## How a pseudo wave joins the all-electron wave: 6s of lanthanum

A 6s electron of lanthanum has most of its weight outside the core. On its way inward it falls into an ever deeper potential, gains kinetic energy and oscillates quickly, which keeps it orthogonal to the s shells below. The projector augmented-wave (PAW) method replaces these oscillations inside a matching radius $r_c$ by a smooth function, the pseudo wave, and restores them afterwards through the atomic partial waves. The table samples both functions as $u(r) = rR(r)$ for a spherical, scalar-relativistic PBE atom of charge +0.5, which is neither neutral La nor the metal. Three rows are hidden: what are the two waves there, and how fast do they merge?

All-electron and pseudo 6s waves u(r) = rR(r) of La from a PAW dataset made with atompaw 4.2.0.5 (PBE, scalar-relativistic, polynomial scheme). The reference atom has the core [Kr] 4d10 and the valence 5s2 5p6 5d1 6s1.5 (charge +0.5). The matching radius is 2.7 bohr for 5s and 3 bohr for 6s, and the two waves are given the same sign outside it.

```
radius (bohr)  all-electron wave (bohr^(-1/2))  pseudo wave (bohr^(-1/2))
        0.231                          -0.1123                    -0.0886
        0.462                           0.1614                    -0.1638
        0.692                           0.0616                    -0.2138
        0.923                          -0.1629                    -0.2309
        1.154                          -0.2715                    -0.2109
        1.385                          -0.2494                    -0.1549
        1.615                          -0.1459                    -0.0691
        1.846                          -0.0075                     0.0377
        2.077                           0.1334                     0.1532
        2.308                           0.2593                     0.2652
        2.538                                ?                          ?
        2.769                                ?                          ?
        3.000                                ?                          ?
```

### Reading the known rows

A 6s wave has $n - l - 1 = 5$ radial nodes, yet the all-electron column changes sign three times. The sampling misses two. Nodes crowd towards the nucleus, and the signs are consistent with both lying inside 0.231 bohr, so the like signs in the first row are no sign of matching. The pseudo wave changes sign once, near 1.76 bohr by linear interpolation, against 1.86 bohr for the outermost all-electron node. This node is expected and is no ghost state: 5s is also treated as valence, so 6s is the second s state of the pseudo atom. The gap $D = u_{\rm PS} - u_{\rm AE}$ is largest in size at 0.462 bohr, where it is $-0.3252$; this is the design of the method, not an error. PAW does not require equal norms inside $r_c$, and sums of $u^2$ times the row spacing over the ten rows (0.072 all-electron, 0.070 pseudo) decide nothing, since the oscillations are not resolved.

### The all-electron wave

Beyond about 0.9 bohr relativistic terms are small, and in atomic units

$$u'' = -k^2 u, \qquad k^2 = 2\left[E + \frac{Z_{\rm eff}(r)}{r}\right],$$

with the level $E = -5.945$ eV $= -0.2185$ hartree from the same calculation (a Kohn-Sham level of this fractional cation, not an ionisation energy) and $Z_{\rm eff}$ the screened charge. The curvature vanishes at a node, so the wave is steepest there. The rows show it: from 1.385 bohr outward the steps between successive rows run 0.1035, 0.1384, 0.1409, 0.1259, and the two largest lie on either side of 1.846 bohr, next to the node. Past the node $u > 0$ and $k^2 > 0$ bend the wave down, but $k^2$ decays as both the distance and the screening grow, so the wave needs a long stretch to turn over.

The screening is modelled as $Z_{\rm eff} = q + A e^{-r/b}$. The tail charge $q$ is bracketed by 0.5, the net charge that remains once the PBE exchange-correlation potential has died off, and 1.5, the value for an electron that does not screen itself. $A$, $b$ and the starting value and slope were fitted by least squares to the known rows from 0.923 or from 1.154 bohr outward, with the radii taken as whole multiples of $h = 3/13$ bohr. $A$ and $b$ trade against each other and against $q$ and carry no meaning. One exponential cannot span the core shells: continued inward, the fit with $q = 1.5$ from 0.923 bohr is off by 0.040 at 0.231 bohr, where $u$ is $-0.1123$.

That fit ($A = 18.35$, $b = 0.773$ bohr) gives the first hidden row, which was not part of it, in one step. At 2.308 bohr $Z_{\rm eff} = 1.5 + 18.35\,e^{-2.308/0.773} = 2.43$ and $k^2 = 2(2.43/2.308 - 0.2185) = 1.67$. The step shrinks by $k^2 u h^2 = 1.67 \times 0.2593 \times 0.0533 = 0.023$, from 0.126 to 0.103, so $u(2.538) \approx 0.259 + 0.103 = 0.362$.

### The pseudo wave and the gap

The pseudo wave need not obey a local radial equation. Its largest step, 0.1155, lies between 1.846 and 2.077 bohr, beyond the interval that holds its node, which a local potential with a smooth $k^2 > 0$ in this region would not give; in PAW the nonlocal projector terms make up the difference. The form assumed here for the polynomial scheme is $u_{\rm PS} = r\sum_{j=0}^{4} c_j r^{2j}$, with the five coefficients fixed by joining the all-electron wave at $r_c$. If the value and four derivatives agree there, the Taylor series of the gap in $x = r_c - r$ starts at $x^5$. The 6s wave is the second s wave, so $r_c = 3$ bohr. The last three known gaps, 0.0452, 0.0198 and 0.0059, give local exponents $d\ln D/d\ln x$ of 3.7 and 4.2, climbing as they should towards 5. A straight line through $D/x^5$ on these rows gives $D = x^5(0.0596 - 0.0325\,x)$, and at 2.538 bohr, where $x = 0.4615$, this is $0.0209 \times 0.0446 = 0.0009$. The form is an expansion about $r_c$ and fails away from it: it is off by 0.003 at 1.615 bohr, where $D = 0.0768$, and has lost the whole gap by 1.154 bohr.

The same three rows admit another reading. Measured from 2.7 bohr, the radius of the 5s wave, they follow a plain power with exponent 2.62 in both intervals.

### Predictions

Both waves should stay positive with no new node and keep rising with shrinking steps, with the outer maximum beyond 3 bohr. The forecast for the all-electron wave, from stepping of the kind shown and with bars set by judgement of the unknown tail, is $0.362 \pm 0.004$, $0.441 \pm 0.010$ and $0.495 \pm 0.020$. The pseudo wave should lie at or above it within rounding, by $0.0009 \pm 0.0003$, at most 0.0001, and zero. The 2.7 bohr reading gives about 0.0006 at 2.538 bohr, so with $\pm 0.0001$ of rounding on a difference that row separates the two only narrowly.

Two fitted estimates stand beside this forecast. The mean of the four integrations gives $0.364 \pm 0.007$, $0.446 \pm 0.018$ and $0.506 \pm 0.037$, the bar being their full spread plus twice the largest rms residual. A linear least-squares fit of the five-term polynomial to the ten known pseudo values gives $0.3611 \pm 0.0018$, $0.428 \pm 0.009$ and $0.450 \pm 0.030$, the bar being the worst case if the form is exact and each value is off by its rounding of 0.00005 at most.

The withheld rows as computed:

```
radius (bohr)  all-electron wave (bohr^(-1/2))  pseudo wave (bohr^(-1/2))
        2.538                           0.3624                     0.3633
        2.769                           0.4420                     0.4420
        3.000                           0.4992                     0.4992
```

### Hits and misses

The steps of the all-electron wave are 0.1031, 0.0796 and 0.0572: positive and shrinking, with the wave still rising into the last row. The forecast lies below the computed values by 0.0004, 0.0010 and 0.0042, inside each range, and the mean of the integrations lies above them, by 0.007 at 3 bohr. The computed values at 2.769 and 3.000 bohr fall between the $q = 1.5$ and the $q = 0.5$ curves, as the bracketing intended, but this does not fix $q$. Closeness of fit was a poor guide: $q = 0.5$ from 1.154 bohr reproduces its six rows best, with four parameters, and predicts 0.5060 at 3 bohr against 0.4992, while $q = 1.5$ from 0.923 bohr fits less closely and gives 0.4961.

The gap at 2.538 bohr is $0.3633 - 0.3624 = 0.0009$, on the forecast, and the power law from 2.7 bohr is low by 0.0003, three times the rounding. This rests on one row and rejects only that power law. It agrees with the fifth-power start without proving the exponent, because holding the last local exponent fixed gives $0.0059\,(2/3)^{4.21} = 0.0011$, which is not far off either. At 2.769 bohr both readings give zero within rounding, and the equality at 3 bohr is built in.

The polynomial missed all three rows. It is low by 0.0022, 0.0139 and 0.0490, between 1.2 and 1.7 times its bars, and an all-electron value derived from it by subtracting the gap misses by the same amounts. The known rows already held the warning: the worst residual is 0.00011, about twice the rounding that the bar assumed, and a sixth term does not lower it. Extrapolation to 3 bohr multiplies an error in the data by up to $0.0296/0.00005 \approx 600$, so bars scaled to the actual scatter would have covered the misses. The frequent sign changes of the residuals say little, since a least-squares fit with five such terms forces at least five of them. That a sixth term brings no gain suggests scatter in the sampling (interpolation, or radii slightly off the assumed even spacing) more than a missing term, though this is a guess. The miss therefore neither refutes nor confirms the five-term form. Four and six terms give 0.603 and 0.518 at 3 bohr, which shows how little a free polynomial knows outside its data. The radial equation did better because a known level and a smoothly decaying screening tie its curvature to its value.

### Neighbouring cases

The pseudo wave keeps one node for each lower valence state of the same $l$. The 5s pseudo wave of the same run is indeed nodeless and has merged with its all-electron wave by 2.7 bohr, and with 5s frozen into the core the 6s pseudo wave would lose its node. The 6p wave, with 5p in the valence, keeps one. The 4f wave has no node to remove, and only its shape is smoothed. In neutral La the level is shallower and the screening stronger: inner nodes hardly move, because $Z_{\rm eff}/r$ dwarfs $E$ there, while the outer lobe spreads and carries less amplitude inside 3 bohr. A smaller $r_c$ would close the gap further in, at the price of a pseudo wave with more curvature and more plane waves.

The smooth join says nothing of quality, since it holds by construction at the one energy of this state. The settings of this dataset were drawn at random, and the absence of a bound ghost does not exclude one at positive energy. The scattering test of the same run shows a fault in that range: at about three rydberg the s phase of the pseudo atom, taken from the logarithmic derivative at the matching radius, drops by nearly π relative to the all-electron phase and stays there up to the end of the test, whose energy range was set to −5 to 5 Ry. Within this range the pseudo atom has one s state too many, either a ghost or a higher state that lies too low; the test does not reach far enough to tell which. The smooth join of the 6s wave gives no hint of this flaw. How much the flaw matters in a solid is a further question, since tests on the atom bound the error there but do not give it.
